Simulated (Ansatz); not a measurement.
A series in wave cutoff on TaN

All results are calculated (Ansatz 0.2.0). One setting of a density functional single point varied, free energy counted from the run at the reference value, pressure positive in compression; periodic cell, basis, potentials, k mesh and filling as listed.

Structure of every row (space group P6/mmm, No. 191):
```
TaN
1.0
      5.1910     0.0000     0.0000
     -2.5955     4.4955     0.0000
      0.0000     0.0000     2.9080
Ta N
3 3
Direct
  0.00000 0.00000 0.00000
  0.33333 0.66667 0.50000
  0.66667 0.33333 0.50000
  0.50000 0.00000 0.00000
  0.00000 0.50000 0.00000
  0.50000 0.50000 0.00000
```

Settings of every row: functional LDA; dispersion none; potentials PAW; k mesh 5x5x8; k shift 0x0x0; occupations fermi dirac; smearing width 0.1 eV; spin none; varied setting wave cutoff; reference wave cutoff 625 eV.

Limits: coarse k mesh, up to 40 meV an atom off; no spin-orbit coupling, which can matter with elements this heavy.

Limits of some rows: cutoff under the advised one (row 1, 2, 3).

```
row  wave cutoff (eV)  energy less reference (meV/atom)
  1               250                             594.4
  2               325                             80.53
  3               400                              7.71
  4               475                                 ?
  5               550                              0.14
  6               625                                 0
```

Question: what energy less reference should row 4 give?

Worked fit of energy less reference. Measure energy less reference from the row at the highest cutoff, 0.00 meV/atom, and take the logarithm of what remains: 250 → 6.39, 325 → 4.39, 400 → 2.04, 550 → -1.97. A straight line through these is ln|rest| = 13.393 − 0.02801 × cutoff, so the rest falls by a factor of e every 35.7 eV; from 4 rows that is a rough guide, not a law, and the row at the highest cutoff isn't the limit itself. At 475 eV the line gives ln|rest| = 0.088, a rest of 1.09 meV/atom, and so 0.00 + 1.09 = 1.09 meV/atom.

The calculation gave 0.44 meV/atom. The fit lies 0.65 meV/atom (150 % of the value, 0.11 % of the column's range) above it; its largest miss of a shown row is 7.58 meV/atom.
